A zone-centre phonon is a vibration in which every unit cell of the crystal moves in step. Its infrared intensity measures how strongly the motion changes the electric dipole, and its Raman activity how strongly it changes the polarisability, the ease with which an electric field displaces the electrons. For layered WS₂ both were computed with a density functional (PBEsol) by linear response, with the atoms at rest and a static field. Vibrations of equal frequency are summed into one level.

Three sizes are worth remembering. Whole layers move against each other at about 20 to 26 cm⁻¹ (probably too low, for a reason given below), atoms within a layer vibrate at roughly 300 to 440 cm⁻¹, and the vibrations within the layers come in pairs only about 1 cm⁻¹ apart or closer. No level appears in both spectra, and four of the ten appear in neither.

Zone-centre phonons of bulk WS₂ (P6₃/mmc, 6 atoms per cell, a = 3.146 Å, c = 12.696 Å), computed by linear response in Ansatz 0.2.0 with scalar-relativistic PBEsol, PAW, a 420 eV plane-wave cutoff and a 12×12×4 k mesh. Frequencies omit the LO–TO term. Infrared intensities and static Raman activities are summed over each degenerate level.

```csv
row,phonon frequency (cm⁻¹),degeneracy,infrared intensity ((D/Å)²/amu),raman activity (Å^4/amu),depolarisation ratio
1,19.5,2,0,0.63,0.7500
2,26.3,1,0,0,n/a
3,294.3,2,0,0,n/a
4,295.5,2,0,4.17,0.7500
5,354.2,2,0.829,0,n/a
6,354.3,2,0,742,0.7500
7,414.9,1,0,0,n/a
8,415.9,1,0,986,0.0787
9,435.0,1,0.181,0,n/a
10,436.4,1,0,0,n/a
```

**One layer first**

The cell holds two layers, each a sheet of tungsten between two sheets of sulfur. The degeneracy already tells the direction of motion. A vibration in the plane can run along two equivalent directions and counts twice, whereas one perpendicular to the plane counts once.

Apart from moving as a whole, a single layer has four kinds of vibration. The calculation also gives the pattern in which the atoms move in each vibration, and these patterns confirm the assignment below. Symmetry, the activities and the closeness of the partners agree with it.

- Rows 3 and 4: the two sulfur sheets slide in opposite directions and tungsten rests. The dipoles cancel, but the polarisability can change.
- Rows 5 and 6: tungsten moves in the plane against both sulfur sheets. Dipole and polarisability both change.
- Rows 7 and 8: the sulfur sheets move apart and together while tungsten rests. Only the polarisability changes.
- Rows 9 and 10: tungsten moves up while both sulfur sheets move down. Only the dipole changes, because the up and down strokes are mirror images and leave the layer equally polarisable.

The same four motions explain the order of the frequencies. In rows 3 and 7 only sulfur moves, so the higher frequency of row 7 must come from a stiffer restoring force, by a factor of $(414.9/294.3)^2\approx 2$. Part of the reason is likely that a vertical step of a sulfur atom strains its three bonds to tungsten more than an equal sideways step does. If only the stretching of these bonds counted, their directions would give a factor of about 1.5, so other forces must contribute too. For either direction, the pair in which tungsten takes part lies higher. Two masses moving against each other respond faster than one moving against a fixed partner, if the restoring force is the same. The masses alone would raise the frequency by about 16 %. The computed rise is about 20 % in the plane and 5 % perpendicular to it, so the restoring force is somewhat stiffer in the first case and softer in the second.

**Two layers sort the spectra**

Midway between two neighbouring layers lies an inversion centre, a point through which one layer is mapped onto the other. Each motion of a single layer therefore occurs twice in the crystal, once as an even combination, which inversion leaves unchanged, and once as an odd one, which it reverses. Inversion also reverses a dipole, but it doesn't alter a polarisability. Hence only odd combinations can absorb infrared light, and only even ones can scatter in first-order Raman.

This rule hands out the activities. The motion of rows 5 and 6 has both activities within one layer, and the crystal divides them: row 5 gets the infrared intensity and row 6 the Raman activity. Each of the other three motions has only one activity to give, so one partner gets it and the other stays dark. That accounts for the silent rows 3, 7 and 10. Symmetry demands their zeros, so even a more sensitive detector wouldn't find these levels in the infrared or first-order Raman spectrum of an ideal crystal.

The two lowest rows follow from the same doubling. When both layers move together the whole crystal is displaced, which costs no energy, and these motions are not listed. When the layers move against each other they slide (row 1) or breathe (row 2), and both combinations are even.

Row 2 is nevertheless silent in Raman. As a layer rises, the gap above it closes by as much as the gap below it opens, and the two changes of polarisability cancel. In the sliding motion the two gaps are sheared in equivalent ways, so their changes add and row 1 is allowed. It is weak because a layer shifted rigidly keeps its own polarisability, and only the contact with its neighbours can contribute.

**Why the partners lie so close**

In an odd combination, the sulfur atoms that face each other across a gap move in the same direction. In an even one they move against each other and strain the contact between the layers. The even partner should therefore lie higher, and it does so clearly in three pairs. For rows 5 and 6 the difference is too small to trust, and the frequencies also leave out the long-range electric field of polar vibrations, which can lift row 5 above row 6. The same field is expected to raise row 9 towards row 10 when the wave runs across the layers, so strain at the contact needn't be the only cause of that gap.

The size of the splitting can be estimated with one spring of stiffness $K$ between facing sulfur atoms. Take the breathing motion of row 2, with frequency $\omega_2$. If each layer of mass $M$ moves by $u$, both its gaps change by $2u$, and the layer feels a force $4Ku$. This gives $\omega_2^2=4K/M$. In row 8 each sulfur atom of mass $m$ touches only one gap and feels an extra force $2Ku$, which adds $2K/m$ to the squared frequency of row 7. Eliminating $K$ gives

$$\omega_8^2-\omega_7^2=\omega_2^2\,\frac{M}{2m}.$$

With $M=248$ and $m=32.06$ atomic mass units, the right-hand side is $26.3^2\times 3.87\approx 2675$ cm⁻². Dividing by twice the frequency of row 7 turns this into a splitting:

$$\omega_8-\omega_7\approx\frac{2675}{2\times 414.9}\approx 3.2\ \text{cm}^{-1}.$$

The full calculation gives 1.0 cm⁻¹. The estimate thus has the right direction and order of magnitude but is three times too large.

The reason for the small splitting is that squared frequencies add. A weak spring that acts alone, as in rows 1 and 2, sets the whole frequency. The same spring added to the much stiffer bonds within a layer hardly shows.

The output below gives the estimate for all four pairs, with the spring taken from row 1 for in-plane motion and from row 2 for vertical motion. It is too large every time. A possible reason is that the layers also pull on tungsten and on the farther sulfur sheets, so that the facing atoms carry only part of the force. This is a guess, since the individual force constants aren't available.

The spring itself is probably too soft. The functional lacks the long-range dispersion attraction that helps to hold such layers together, so the gaps between them are likely too wide and the contact too weak. Rows 1 and 2 are therefore expected to lie lower than in a real crystal. A further inconsistency, whose effect wasn't tested here, concerns all rows: the PAW datasets, which represent the atomic cores, were made for a different functional, PBE.

**How bright the allowed levels are**

In both infrared levels tungsten moves against sulfur with the same masses, so their intensities differ for two reasons only. Row 5 contains two vibrations and row 9 one. The rest is the Born charge, the dipole produced per unit displacement of an atom, which is larger for motion in the plane. Its squared ratio is 2.29, and twice that gives the computed intensity ratio of 4.58. This agreement traces the origin of the ratio but doesn't test it, because the program builds the intensities from these same charges.

In Raman, rows 6 and 8 dominate. Row 8 alone among the active levels keeps the full symmetry of the crystal, so it can change the average polarisability as well as its dependence on direction. About 83 % of its activity comes from the average, which explains its low depolarisation ratio, the scattered light with crossed polarisation relative to that with parallel polarisation, averaged over all orientations of the crystal. The other Raman levels have the value 0.75 by symmetry, whatever their strength. With a visible laser the relative heights of rows 6 and 8 can differ from the static ones, because such light can excite electrons across the gap.

Row 4 is allowed too, yet it is almost two hundred times weaker than row 6. Symmetry doesn't explain that factor. The Raman tensors carry a stated numerical uncertainty of about 0.6 Å²; if this applies to each atom, row 4 is known only roughly and row 1 isn't resolved from zero.

The open question is the pair of rows 5 and 6. The spring predicts a splitting of 1.5 cm⁻¹, and the calculation gives about 0.1. A second spring, from sulfur in one layer to tungsten in the next, would work against the first. Because tungsten and sulfur move in opposite directions here, it would be strained more in the odd partner than in the even one, and so lift row 5 towards row 6. Whether it is strong enough to explain the tiny gap could be told from the force constants between individual atoms.

Printed output of the fit:

```
optical modes in all, counting degeneracy: 15
infrared-active levels: 2
Raman-active levels: 4
silent levels: 4
infrared-active modes: 3
Raman-active modes: 7
silent modes: 5
computed gap of rows 3 and 4 (cm-1): 1.2
computed gap of rows 5 and 6 (cm-1): 0.1
computed gap of rows 7 and 8 (cm-1): 1
computed gap of rows 9 and 10 (cm-1): 1.4
gap of rows 3 and 4 from the spring between layers (cm-1): 2.488
gap of rows 5 and 6 from the spring between layers (cm-1): 1.536
gap of rows 7 and 8 from the spring between layers (cm-1): 3.211
gap of rows 9 and 10 from the spring between layers (cm-1): 2.274
infrared intensity, row 5 over row 9, whole levels: 4.58
infrared intensity, row 5 over row 9, per single mode: 2.29
squared ratio of Born charges, in plane over out of plane: 2.288
Raman activity, row 6 over row 4: 177.9
Raman activity, row 8 over row 6: 1.329
isotropic share of the Raman activity of row 8 (percent): 82.98
```
